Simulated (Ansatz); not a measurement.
# A series in volume per atom on Sc

All results are calculated (Ansatz 0.2.0). Periodic Kohn-Sham DFT of a crystal at fixed atoms; pressure and stress are positive in compression; the energy is the free energy less that of spherical unpolarised free atoms; site moments are those in the method's own spheres, positive along +z.

Cell of the first row (space group Fm-3m, No. 225):
```
CELL_PARAMETERS angstrom
0.00000 2.22420 2.22420
2.22420 0.00000 2.22420
2.22420 2.22420 0.00000
ATOMIC_POSITIONS crystal
Sc 0.00000 0.00000 0.00000
```

Settings of every row: method all-electron LAPW; functional PBEsol; relativity scalar; k mesh 12x12x12; filling fermi-dirac; smearing width 0.03 eV; basis error target 0.25 meV/atom; nucleus gaussian.

Atom start moment: 0 on all atoms.

```csv
row,volume per atom (Å³),pressure (GPa),energy less free atoms (eV/atom)
1,22.005,4.196,-4.8541
2,22.473,2.859,-4.8644
3,22.941,1.623,-4.8709
4,23.176,1.038,-4.8728
5,23.41,0.473,-4.8739
6,23.644,-0.073,-4.8742
7,23.878,-0.6,-4.8737
8,24.346,?,?
9,24.814,-2.522,-4.8645
```

Question: what pressure and energy less free atoms should row 8 give?

Worked fit of pressure. Take u = (V_r/V)^(2/3) − 1 with V_r = 23.293 Å³ an atom, which is twice the finite (Eulerian) strain; such expansions in the strain, on which the Birch-Murnaghan equation of state is built, carry the rest volume and the bulk modulus. The shown rows have u = 0.03865, 0.02418, 0.0102, 0.00336, -0.00333, -0.00992, -0.0164, -0.04129. Least squares give pressure = 0.7511 + 84.338 × u + 122.83 × u² GPa; a straight line predicts inner rows, each left out in turn, worse (root mean square 0.058 against 0.0023 GPa). The rows lie off it by 0.002, -0.003, -0.001, 0.002, 0.001, 0.000, -0.001, 0.000. The pressure vanishes at u = -0.0090, or V = 23.61 Å³ an atom, and there the bulk modulus at fixed shape and fractions is B = −V dP/dV = (2/3)(1 + u) dP/du = 54.3 GPa. The withheld row has u = -0.02905, so the fit gives 0.7511 + 84.338 × (-0.02905) + 122.83 × (-0.02905)² = -1.595 GPa.

The calculation gave -1.598 GPa. The fit lies 0.003 GPa (0.045 % of the column's range) above it; its largest miss of a shown row is 0.003 GPa.

Worked fit of energy less free atoms. Take u = (V_r/V)^(2/3) − 1 with V_r = 23.293 Å³ an atom, which is twice the finite (Eulerian) strain; such expansions in the strain, on which the Birch-Murnaghan equation of state is built, carry the rest volume and the bulk modulus. The shown rows have u = 0.03865, 0.02418, 0.0102, 0.00336, -0.00333, -0.00992, -0.0164, -0.04129. Least squares give energy less free atoms = −4.87347 + 0.1618 × u + 8.971 × u² − 5.1 × u³ eV/atom; a parabola predicts inner rows, each left out in turn, worse (root mean square 8.1e-05 against 2.3e-05 eV/atom). All shown rows lie on it to the printed digit. Its lowest point lies at u = -0.0089, or V = 23.61 Å³ an atom, and the curvature there gives the bulk modulus at fixed shape and fractions, B = (4/9)(1 + u)² E″(u)/V = 54 GPa. The withheld row has u = -0.02905, so the fit gives −4.87347 + 0.1618 × (-0.02905) + 8.971 × (-0.02905)² − 5.1 × (-0.02905)³ = -4.8705 eV/atom.

The calculation gave -4.8705 eV/atom. The fit meets it to the printed digit.
